When every bond in zincblende cadmium selenide is lengthened by one per cent, the computed band gap shrinks by about 0.07 eV. That is two to three times the thermal energy at room temperature, so a strain too small to see shifts the gap noticeably. The question here is whether this response is regular enough to forecast the gap of a cell from its size alone. One cell in the table, with a volume of 31.549 Å³/atom, serves as the test.

Zincblende CdSe at uniformly scaled volumes, computed with Ansatz 0.2.0 using r2SCAN with spin-orbit coupling, plane waves and PAW potentials. The strains are relative to the r2SCAN cell; the plane-wave cutoff is 500 eV, the k mesh 8×8×8 and the Fermi–Dirac smearing width 0.02 eV.

```
volume (Å³/atom)  shortest distance (Å)  band gap (eV)  least direct gap (eV)
          25.544                  2.551          1.190                  1.190
          26.351                  2.577          1.124                  1.124
          27.174                  2.604          1.057                  1.057
          28.014                  2.630          0.990                  0.990
          28.872                  2.657          0.922                  0.922
          29.747                  2.683          0.855                  0.855
          30.639                  2.710          0.788                  0.788
          31.549                  2.736              ?                      ?
          32.477                  2.763          0.656                  0.656
```

The volume is the space per atom, and the shortest distance is the length of a Cd–Se bond. The band gap is the smallest energy between filled and empty states. The least direct gap is the smallest such energy when the electron keeps its crystal momentum, as it does when it absorbs light without help from vibrations of the crystal. The two columns agree in every known row, so the gap is direct in each of them. There both edges lie at Γ, the point of zero crystal momentum.

The cell at 28.872 Å³/atom is almost free of pressure and serves as the reference. The others were made by scaling all lengths equally, from a 4 % squeeze to a 4 % stretch. Symmetry keeps the atoms on their sites, so the bond length is the only thing that changes in the structure. From the smallest cell to the largest, the gap falls from 1.190 to 0.656 eV, and it falls at every known step.

The direction of this trend follows from the kind of state at each edge of the gap. The lowest empty state at Γ is built from s orbitals of both atoms with opposite signs, so that its wave has a node between neighbours. Such an antibonding state is pushed up by overlap, and a longer bond weakens the push. The highest filled states are mainly p orbitals of selenium. Bonding with the empty p orbitals of cadmium is expected to hold them down, and a longer bond weakens that hold. As the bonds lengthen, the empty level comes down relative to the filled one and the gap closes.

A second effect works against the closing. The filled d shell of cadmium lies below the selenium p states and pushes them up. Longer bonds weaken this repulsion too, which lets the valence top sink and tends to keep the gap open. Both effects are standard chemistry of this family of semiconductors, but the calculations give no orbital make-up of the states, so their sizes cannot be read off here.

What the calculations do give is the position of each edge. Between the smallest and the largest cell the conduction edge drops by 3.9 eV and the valence top by 3.4 eV. These energies have no common reference such as the vacuum outside a crystal, so neither drop means much alone. Their difference, about 0.5 eV, is the closing of the gap. Most of each drop is shared by both edges and cancels in the gap, which varies very smoothly.

The simplest model uses only that smoothness. Let s be the fractional change of length from the reference cell. For small s any smooth curve is close to its tangent:

E(s) = E₀ + b s

Here E is the band gap, E₀ its value at the reference cell and b the change of gap per unit of strain. A least-squares fit to the eight known rows gives E₀ = 0.923 eV and b = −6.69 eV. The strain was calculated from the volume, because the printed bond lengths are too coarsely rounded for this purpose. The line typically misses the known gaps by less than 0.001 eV, as the printed output after this text shows.

A straight line is not the only reasonable choice. One alternative uses the volume deformation potential, the change of gap per unit change in the logarithm of the volume; if that is constant, the curve bends slightly. If the gap instead followed a rule of thumb for orbital overlap, in which the coupling falls as one over the bond length squared, the curve would bend more. All three give nearly the same slope at the reference cell and differ in how they treat squeeze and stretch.

That difference can be tested directly on the known rows. A 4 % stretch lowers the gap by 0.266 eV, and a 4 % squeeze raises it by 0.268 eV, a ratio of 0.99. A constant volume deformation potential would make the ratio 0.96, and the overlap rule would make it 0.89. The computed gap is therefore closer to a straight line in length than to either curve.

Why the overlap rule bends too much is less certain. Overlap alone should make the gap respond more strongly when the crystal is squeezed. The repulsion from the cadmium d shell also grows at short bonds, and it acts in the opposite direction, so it may be what straightens the curve. The unrounded gaps fit such a counter-effect: the first per cent of squeeze opens the gap by 0.0673 eV and the fourth by only 0.0663 eV, where overlap alone would make the later step the larger. They do not show that the d shell is the cause. Testing that would need the orbital make-up of both edges at each volume.

The forecast for the withheld cell can now be worked in full. Its volume corresponds to a stretch of 3 %, so s = 0.03 and

E = 0.923 − 6.69 × 0.03 = 0.722 eV

The forecast has three parts. The gap should lie between those of its two neighbours, close to halfway. It should lie within 0.002 eV of the line, that is, between 0.720 and 0.724 eV. It should remain direct at Γ, so that both gap columns agree. The range covers the scatter and rounding within this series, not the distance from a measured gap.

The withheld rows as computed:

```
volume (Å³/atom)  shortest distance (Å)  band gap (eV)  least direct gap (eV)
          31.549                  2.736          0.722                  0.722
```

The computed gap is 0.722 eV, which agrees with the line to the last printed digit. It lies halfway between the neighbouring gaps, so the first two parts of the forecast are met. The third is met as well: the last two entries of the revealed row are equal, and the calculation places both edges at Γ.

The success has a plain reason. The withheld cell sits between two known ones on a smooth curve, where a forecast is much safer than beyond the end of the series. Even so, the test had some power to separate the models. Fitted to the same eight rows, the overlap rule gives 0.7255 eV, which is outside the stated range, while the constant volume deformation potential gives 0.723 eV, which is inside it. The hit supports the straight line as a description, but it does not prove the orbital explanation of the slope.

Agreement within the series is also not agreement with nature. Density functionals of this kind commonly make semiconductor gaps too small, and the 0.922 eV of the reference cell is well below the measured gap. They also tend to place the cadmium d shell too high, which is expected to strengthen its push on the valence top. The slope with strain may therefore be somewhat off as well, and the table has no second level of theory against which to check it. The atoms are also held at rest, so thermal motion is not included.

The simple picture changes when pressure replaces length as the variable. Near zero pressure the gap rises by about 44 meV per GPa. In the most squeezed part of the series, between 25.544 and 27.174 Å³/atom, the rate is only 28 meV per GPa. In the most stretched part, between 30.639 and 32.477 Å³/atom, it is 68 meV per GPa.

Hardly any of this comes from the way the gap responds to bond length. Each of these two end intervals covers a 2 % change of length, and in each the gap changes by about 0.13 eV. The pressures from the same calculations show what differs: that change of length takes 4.7 GPa in the squeezed crystal but only 1.9 GPa in the stretched one. The crystal stiffens as its atoms are pushed together, so each further GPa buys less shortening and hence less gap.

There is also a limit to how far the squeezed end applies to a real sample. Under a pressure of a few GPa cadmium selenide changes to the denser rocksalt structure. The two smallest cells, at 8.2 and 5.7 GPa, are expected to lie beyond that change. They describe a zincblende crystal that has not transformed, not the stable material at those pressures.

For practical use, then, the gap change is best estimated from the change of length: about 0.07 eV for each per cent when all lengths change together, within the 4 % on either side covered here. If only the pressure is known, it should first be converted into a length with the crystal's curve of pressure against volume, which includes the stiffening along the way. A single coefficient per GPa, taken near zero pressure, would overstate the gain in gap under strong compression.

The analysis program printed:

```
fit of band_gap on 8 rows: constant 0.9226 +/- 0.00028, coefficient of strain -6.692 +/- 0.011; rms 0.000668, worst 32.477 -0.00104, leave-one-out rms 0.00103
  rows outside the fit (model, value, miss): 31.549 0.7219, 0.722, -0.000105
fit of band_gap on 8 rows: constant 0.9205 +/- 0.00077, coefficient of lnv -2.228 +/- 0.01; rms 0.00185, worst 25.544 0.00338, leave-one-out rms 0.00293
  rows outside the fit (model, value, miss): 31.549 0.723, 0.722, 0.001
fit of band_gap on 8 rows: constant 0.9164 +/- 0.0024, coefficient of invd2 3.326 +/- 0.048; rms 0.00588, worst 32.477 0.00948, leave-one-out rms 0.00949
  rows outside the fit (model, value, miss): 31.549 0.7255, 0.722, 0.00349
Linear strain of the withheld cell, percent: 3
Lower end of forecast range, eV: 0.7199
Upper end of forecast range, eV: 0.7239
Halfway between the gaps of the two neighbours, eV: 0.722
Gap gained over 4 percent squeeze, eV: 0.268
Gap lost over 4 percent stretch, eV: 0.266
Ratio stretch to squeeze, computed: 0.9925
Same ratio if linear in ln V: 0.9607
Same ratio if linear in 1/d squared: 0.8868
Gap change per 1 percent of length from the line, eV: -0.06692
Volume deformation potential of the gap at the pressure-free cell, eV: -2.231
Gap rise per GPa between rows 0 and 2 (squeezed), meV: 28.11
Gap rise per GPa between rows 3 and 5 (near zero pressure), meV: 43.8
Gap rise per GPa between rows 6 and 8 (stretched), meV: 67.87
Fall of conduction edge from first to last row, eV: 3.921
Fall of valence top from first to last row, eV: 3.388
```
